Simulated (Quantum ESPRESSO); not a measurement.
# Zone-centre optical modes of zinc-blende AlN under uniaxial strain along [001]: shift and splitting in LDA linear response

In zinc-blende AlN each aluminium atom is bound to four nitrogen atoms, and each nitrogen to four aluminium atoms, by short, stiff and strongly polar bonds. The two sublattices vibrate against each other in three optical modes, which have one common frequency in the cubic crystal when the macroscopic field is left out. Strain along a cube axis shifts these modes and splits them into a singlet and a doublet. The question is by how much per per cent of strain, since that number turns a displaced Raman line into a strain. Harmonic frequencies are calculated in LDA for strains from −1 to +1 % and measured against the unstrained crystal at 669.49 cm⁻¹.

## How the numbers were made

One crystal, AlN (zinc-blende) (from the Materials Project, whose computed structures hold known and hypothetical phases; not the structure at ambient conditions), relaxed once; z is the cube axis [001]. The cell was stretched along z with the other edges held. Forces on the atoms are under 0.01 eV/Å in every row. Program: Quantum ESPRESSO 7.5, plane waves, LDA, PseudoDojo norm-conserving potentials, scalar-relativistic, no spin-orbit coupling, no spin; linear response. Plane-wave runs: cutoff 1252 eV; k meshes with a least product of divisions and cell-vector length from 36 to 37 Å; fixed occupations. The tabled runs alone: cutoff 1252 eV, k length 37 Å, k mesh 12×12×12.

Notes on method and selection:

- Harmonic values at the static lattice; measured values carry thermal expansion and anharmonic shifts at their temperature.
- For a cubic two-atom crystal the shifts follow the phonon deformation potentials p and q: singlet Δω = [p·ε_zz + q·(ε_xx + ε_yy)]/(2ω₀), doublet Δω = [p·ε_xx + q·(ε_yy + ε_zz)]/(2ω₀).
- In a polar crystal the macroscopic field, left out here, lifts whichever component is longitudinal for the scattering geometry, at rest by 237.3 cm⁻¹.
- Runs that did not converge, have known faults or may not be shown are not listed, and runs on Ansatz's PAW sets soft_1 and soft_2 are kept to separate tables.

Columns:

- uniaxial strain (%): strain along z, the x and y edges held; tension positive.
- stress (GPa): stress along z, tension positive.
- singlet mode (cm⁻¹): zone-centre optical mode, singlet, polarised along z; no LO-TO term, no sum rule.
- doublet mode (cm⁻¹): zone-centre optical mode, doublet, polarised in the x-y plane; no LO-TO term, no sum rule.
- splitting (cm⁻¹): singlet minus doublet.

Input lines of one member:

```
phonons
&INPUTPH
  prefix = 'x'
  outdir = './tmp'
  fildyn = 's.dyn'
  tr2_ph = 1.0d-18
/
0.000000000000 0.000000000000 0.000000000000
```

Command (options for logging and memory left out): `OMP_NUM_THREADS=1 mpirun -n 4 ph.x -nk 4 -in ph.in > ph.out`

## Numbers

| member | uniaxial strain (%) | stress (GPa) | singlet mode (cm⁻¹) | doublet mode (cm⁻¹) | splitting (cm⁻¹) |
| --- | --- | --- | --- | --- | --- |
| −1.0 % | −1.0 | −3.04 | 675.53 | 680.74 | −5.21 |
| −0.5 % | −0.5 | −1.52 | 672.55 | 675.10 | −2.55 |
| +0.0 % | 0.0 | −0.02 | 669.49 | 669.49 | 0.00 |
| +0.5 % | 0.5 | 1.49 | 666.32 | 663.90 | 2.42 |
| +1.0 % | 1.0 | 2.98 | 663.06 | 658.34 | 4.72 |

Least-squares fits to the whole series, with x = uniaxial strain (%); R² and errors in the fitted variable (y, or ln y where the fit is in ln y):

| y | members | fit | R² | rms residual | leave-one-out rms | the same for the mean of the others |
| --- | --- | --- | --- | --- | --- | --- |
| singlet mode (cm⁻¹) | 5 | y = 669.39 − 6.2340 x | 1.00 | 0.080 | 0.17 | 5.5 |
| doublet mode (cm⁻¹) | 5 | y = 669.514 − 11.2000 x | 1.00 | 0.022 | 0.045 | 9.9 |

## Why the values move as they do

Tension lowers both modes, by 6.23 cm⁻¹ per % for the singlet and 11.20 cm⁻¹ per % for the doublet (fitted slopes). The singlet therefore lies above the doublet in tension and below it in compression.

A model of springs between nearest neighbours can account for the fall of both modes in tension and for their order. It assumes that:

- each bond has a constant k against stretching and a smaller constant t against sideways displacement;
- both constants vary with bond length d as d^(−m);
- the atoms follow the strain without internal displacement, as symmetry requires here;
- terms beyond first order in the strain ε (as a fraction) are negligible.

**Step 1.** For motion along axis α, the four bonds with direction cosines n_α give the restoring constant K_α = Σ[(k − t)n_α² + t]. In the cubic crystal n_α² = 1/3, so K = 4(k + 2t)/3.

**Step 2.** Strain along z multiplies d by 1 + ε/3 and turns the bonds towards z: n_z² = (1 + 4ε/3)/3 and n_x² = (1 − 2ε/3)/3.

**Step 3.** With s = (k − t)/(k + 2t), this gives K_z/K = 1 − mε/3 + 4sε/3 and K_x/K = 1 − mε/3 − 2sε/3.

**Step 4.** Since ω² is proportional to K, the relative frequency shift is half that of K:

- singlet: Δω = ω₀ε(−m/6 + 2s/3)
- doublet: Δω = ω₀ε(−m/6 − s/3)
- splitting: sω₀ε

Longer bonds are weaker, which lowers all three modes. The turning of the bonds stiffens motion along z and softens motion across it, which offsets part of the singlet's fall and adds to the doublet's. Purely stretching springs (t = 0, s = 1) would split the modes by 669.49 × 0.01 = 6.69 cm⁻¹ per %, somewhat more than the table gives. In a polar crystal long-range electric forces also contribute, so m and s are effective parameters, not properties of a single bond.

## The model against the table

The model is fixed on the unstrained member and the member at +1.0 %. The first gives ω₀ = 669.49 cm⁻¹. The second gives the shifts per %:

- singlet: 663.06 − 669.49 = −6.43 cm⁻¹
- doublet: 658.34 − 669.49 = −11.15 cm⁻¹

The parameters follow from the splitting and from the average shift of the three modes:

- ω₀ε at 1 % strain = 669.49 × 0.01 = 6.6949 cm⁻¹
- s = 4.72 / 6.6949 = 0.705
- average shift = (−6.43 − 2 × 11.15)/3 = −9.577 cm⁻¹
- m = 6 × 9.577 / 6.6949 = 8.58

The other three members are then estimated from the two shifts per %. Since two parameters were fixed on two shifts, this tests whether the response is linear in strain, not whether the springs are the right picture.

**Strain +0.5 %**

- singlet: 669.49 − 0.5 × 6.43 = 666.28 cm⁻¹; table 666.32
- doublet: 669.49 − 0.5 × 11.15 = 663.92 cm⁻¹; table 663.90

**Strain −0.5 %**

- singlet: 669.49 + 0.5 × 6.43 = 672.71 cm⁻¹; table 672.55
- doublet: 669.49 + 0.5 × 11.15 = 675.07 cm⁻¹; table 675.10

**Strain −1.0 %**

- singlet: 669.49 + 1.0 × 6.43 = 675.92 cm⁻¹; table 675.53
- doublet: 669.49 + 1.0 × 11.15 = 680.64 cm⁻¹; table 680.74

The member at +0.5 % lies between the two used for the fit and is met within 0.05 cm⁻¹. On the compressed side the singlet is overestimated, by 675.92 − 675.53 = 0.39 cm⁻¹ at −1.0 %, while the doublet stays within 0.10 cm⁻¹. Read as a strain, the largest miss amounts to 0.39 / 6.43 = 0.06 %.

## Exceptions

Largest departures from the fit to the whole series:

| member | singlet mode (cm⁻¹) | fit | computed − fit | in rms residuals |
| --- | --- | --- | --- | --- |
| +0.0 % | 669.49 | 669.39 | +0.10 | 1.2 |
| +1.0 % | 663.06 | 663.16 | −0.10 | 1.2 |
| −1.0 % | 675.53 | 675.62 | −0.09 | 1.2 |
| +0.5 % | 666.32 | 666.27 | +0.05 | 0.6 |

These departures, and the model's misses in compression, come from curvature. From −1 to +1 %, the singlet falls in successive half-per-cent steps of 2.98, 3.06, 3.17 and 3.26 cm⁻¹, so it steepens steadily. The doublet's steps, 5.64, 5.61, 5.59 and 5.56 cm⁻¹, shrink slightly.

The average of the three modes shows which assumption fails. At −1 % it is (675.53 + 2 × 680.74)/3 = 679.00 cm⁻¹, which is 679.00 − 669.49 = 9.51 cm⁻¹ above the unstrained value. At +1 % it is (663.06 + 2 × 658.34)/3 = 659.91 cm⁻¹, which is 9.58 below. The average is thus nearly linear, and the first-order form of the part governed by m holds.

The splitting is less symmetric: its size is 5.21 cm⁻¹ at −1 % but 4.72 cm⁻¹ at +1 %. A first-order splitting with constant s is therefore the assumption that fails. As a fraction of the splitting, the departure at 1 % strain is (5.21 − 4.72)/(5.21 + 4.72) = 0.049. Within the model, second-order turning of the bonds gives only about ε/6, which is far too weak, and the general softening of the bonds in tension gives about mε/6 = 8.58 × 0.01 / 6 = 0.014, which is only part of it. The rest suggests that s itself changes with strain, through the ratio of t to k or through the long-range electric forces, which the frequencies alone cannot separate.

## Rules of thumb and their limits

Within ±1 % strain, the linear calibration is −6.23 cm⁻¹ per % for the singlet, −11.20 for the doublet and, as their difference, −6.23 + 11.20 = 4.97 for the splitting. It applies with the lateral edges held. Under uniaxial stress the crystal also contracts sideways, which raises both modes and widens the splitting. By the deformation-potential formula, the singlet rises under tension once the contraction exceeds 6.23/(2 × 11.20) = 0.28 of the axial strain. The lateral strain must therefore be known before the singlet can serve as a gauge.

The shift caused by the omitted macroscopic field is larger than the table's whole range of 680.74 − 658.34 = 22.40 cm⁻¹: it lifts a longitudinal component by 237.3 cm⁻¹ at rest. These slopes therefore belong to transverse lines, read as shifts from an unstrained crystal at the same temperature.

[Logs are printed without paths, hosts, clocks, repeated set-up lines and the standing remarks that a program may print on its own settings, such as how far it seeks lower states.]
